## Question

Lengthening a carbon–carbon single bond by about 0.2 Å costs roughly half an electronvolt. The choice of electronic-structure method shifts that cost by about a tenth of an electronvolt. The first number reflects the stiffness of the bond, the second how differently the methods treat the electrons in it.

In 1,3-difluoropropane one CH₂F end is moved rigidly along its C–C bond, which grows from 1.51 to 1.74 Å. The energy difference is the energy of the stretched structure less that of the starting one. Since nothing relaxes, it is neither a bond energy nor the cost of a relaxed stretch. Five methods give the values below.

Several programs; charge 0 e, spin multiplicity 1, difference stretch, moved pair 2-3, second length 1.7359 angstrom. Candidates: MP2 cc-pVDZ (OpenMolcas), CCSD(T) cc-pVDZ (OpenMolcas), HF cc-pVDZ (OpenMolcas), B2PLYP cc-pVDZ (OpenMolcas), PBE0 cc-pVDZ (OpenMolcas).

```csv
row,energy difference (eV)
A,0.454
B,0.559
C,0.513
D,0.498
E,0.478
```

Assign the letters from the energy differences alone, leaving aside the kind of reference determinant. Say which assignments are sure and which are not. These data for the same two structures may be used:

- B3LYP gives 0.449 eV and the local density functional SVWN5 gives 0.541 eV.
- The slope of the energy at the starting structure, multiplied by the length of the stretch, is −0.075 eV for B3LYP and +0.05 eV for SVWN5.
- The starting structure was optimised with PBE0, in a larger basis set and with a dispersion correction.
- In the stretched structure the Hartree–Fock (HF) gap between the highest occupied and the lowest empty orbital is still about 17 eV.

## Model answer

**The limit without correlation.** Imagine the bond pulled completely apart. Each fragment should then keep one electron of the bonding pair. A restricted HF determinant can't arrange this: it keeps both electrons in one shared orbital, so that half of the time both sit on the same side. The energy comes out far too high.

At a stretch of 0.2 Å this failure is only beginning, but its direction is already fixed. The energy that HF lacks, the correlation energy, grows in size as the bond lengthens, so HF overestimates the cost. HF should lie above MP2 and CCSD(T), which start from the same determinant and add correlation. The highest value is B, at 0.559 eV. It also lies above SVWN5, a place that suits neither PBE0, for the reason given below, nor B2PLYP, which contains correlation of two kinds. B is HF, and this is the surest assignment.

**The limit of weak correlation.** MP2 adds correlation to second order. Each excitation of an electron pair counts with a weight that falls as the orbital energy gap rises. For the pair in a single bond, the bare gap overstates the true cost of the excitation, so MP2 recovers too little of the correlation that the stretch brings in. CCSD(T) lets the excitations influence one another and adds triple excitations, and so recovers more of it.

CCSD(T) should therefore give a lower cost than MP2. The argument holds only while the gap is wide. Near full separation the gap closes and the second-order energy plunges without bound, which would reverse the order. With 17 eV left, that limit is far away.

**The limit of zero slope.** The cost of a stretch has two parts:

cost = (slope at the start × stretch) + (cost of bending the energy curve upwards)

The first part vanishes if the starting structure is the method's own minimum. B3LYP has a negative slope because it would like this bond longer, so the first step of the stretch comes at a gain. SVWN5 would like it shorter and pays from the start. PBE0 stands close to its own minimum, so its cost should consist almost wholly of the second part.

That part can be estimated from the two functionals whose slopes are known:

- from B3LYP: 0.449 + 0.075 = 0.524 eV
- from SVWN5: 0.541 − 0.05 = 0.491 eV

If PBE0 bends its curve about as strongly as these two, its cost lies between them. Only C (0.513 eV) and D (0.498 eV) do, though E misses the range by just 0.013 eV, so that restricting PBE0 to C and D is likely rather than sure. The middle of the range, 0.51 eV, leans towards C, but two functionals that differ by 0.03 eV can't settle a choice between values 0.015 eV apart.

**Between two limits.** B2PLYP is a mixture. With less exact exchange and no second-order term it would resemble B3LYP. With full exact exchange and the full second-order term in place of its density functionals it would become MP2. It is reasonable to guess that its cost lies between those of B3LYP and MP2, although a mixture need not behave so evenly.

**What remains open.** Five labels can be placed in 120 ways. Fixing HF leaves 24, putting CCSD(T) below MP2 leaves 12, and restricting PBE0 to C or D leaves 6. The guess that B2PLYP lies below MP2 reduces these to four: C and D are PBE0 and MP2 in some order, and A and E are CCSD(T) and B2PLYP in some order.

For the second pair there is only a hint. A lies just 0.005 eV above B3LYP. B2PLYP contains much more exact exchange than B3LYP, and HF shows in which direction exact exchange without enough correlation pushes the cost. That makes E the likelier place for B2PLYP and A the likelier place for CCSD(T).

The answer is thus: B is HF, sure; C is PBE0 and D is MP2, likely but exchangeable; A is CCSD(T) and E is B2PLYP, likely but exchangeable.

## The labels

The rows with their labels:

```csv
level (program),reference determinants,relativity,energy difference (eV)
B3LYP cc-pVDZ (OpenMolcas),RKS,none,0.449
CCSD(T) cc-pVDZ (OpenMolcas),RHF,none,0.454
GFN-FF (xtb),n/a,n/a,0.462
B2PLYP cc-pVDZ (OpenMolcas),RKS,none,0.478
GFN2-xTB (xtb),n/a,n/a,0.486
MP2 cc-pVDZ (OpenMolcas),RHF,none,0.498
PBE0 cc-pVDZ (OpenMolcas),RKS,none,0.513
SVWN5 cc-pVDZ (OpenMolcas),RKS,none,0.541
HF cc-pVDZ (OpenMolcas),RHF,none,0.559
```

A is CCSD(T), B is HF, C is PBE0, D is MP2 and E is B2PLYP. The preferred assignment is right throughout, but only that of B was firm on the energies alone. The column of reference determinants would have decided both open pairs at once. MP2 and CCSD(T) start from a restricted Hartree–Fock determinant (RHF), PBE0 and B2PLYP from a restricted Kohn–Sham one (RKS).

## Remarks on the reasoning

**The correlation argument can be followed step by step.** Starting from HF, MP2 lowers the cost by 0.062 eV. CCSD brings it to 0.474 eV, and the triple excitations take off a further 0.020 eV. Each step in the treatment of correlation makes the stretch cheaper, as the limit of the separated bond suggests. HF ends up 0.105 eV above CCSD(T), nearly a quarter of the CCSD(T) value.

**A good total can hide a poor difference.** At the starting structure MP2 recovers 92% of the CCSD(T) correlation energy. Of the growth of that energy during the stretch it recovers only 59%. Most of the correlation energy belongs to pairs that the stretch hardly touches, and it cancels when the two energies are subtracted. What remains should come mainly from the bond being pulled, although the contributions of single pairs were not printed. An answer that places MP2 almost on top of CCSD(T) because it "has nearly all the correlation" confuses the two quantities.

**The gap matters in B2PLYP too.** Its second-order term lowers the cost by 0.038 eV, although only 0.27 of that term enters the energy. The full term would give 0.038/0.27 ≈ 0.14 eV, more than twice the 0.062 eV of MP2. The B2PLYP orbitals have a gap several electronvolts narrower than those of HF, and a narrower gap gives each excitation more weight. This is the natural explanation, though the orbitals themselves differ as well.

**The order of the functionals need not be an order of stiffness.** It is tempting to read SVWN5 above PBE0 above B3LYP as a sign that the local functional makes the stiffest bond. As computed, SVWN5 does lie 0.092 eV above B3LYP. Once the starting slopes are removed, it lies 0.033 eV below. The order in the table thus owes much to where each functional's preferred bond length lies relative to the chosen start. The corrected values don't rank the stiffness either. The energy curve of a bond bends less strongly as the bond gets longer, and SVWN5 starts beyond its own minimum while B3LYP starts short of it. A fair comparison of stiffness would start each functional at its own minimum. HF stays above all three functionals after the same correction, so its place above them is not an effect of the starting slopes.

**The estimate for PBE0 worked less well than it seems.** The slope of PBE0 is not quite zero but contributes −0.02 eV, since the basis set and the treatment of dispersion differ from those used to optimise the structure. Without that contribution its cost is 0.533 eV, just outside the range of 0.491 to 0.524 eV. PBE0 bends its curve a little more strongly than assumed, and its small slope brings the total back into the range. The method is good to a few hundredths of an electronvolt. That makes A and B unlikely places for PBE0, but it can't rule out D or, strictly, E.

**Closeness to CCSD(T) is not accuracy.** B3LYP differs from CCSD(T) by only 0.005 eV, yet its low value owes much to the negative slope at a structure that is not its own minimum. The starting slope of CCSD(T) isn't known here, so the two may reach similar totals through different mixtures of slope and bending. The wave-function methods, for their part, were used with a small basis set, in which correlation is far from fully described. A larger basis could move the two values by different amounts, and a ranking of close neighbours by quality would rest on nothing firm.

**The reasoning should carry over to other single bonds, though only one was computed here.** For a moderate stretch from a common structure, ask first how much correlation the method adds as the bond opens, and then on which side of its own minimum it starts. The first question separates HF from the correlated methods, and the second sorts functionals that otherwise behave alike. For much longer stretches the first effect takes over. There a restricted determinant becomes a poor starting point for every method built on it.
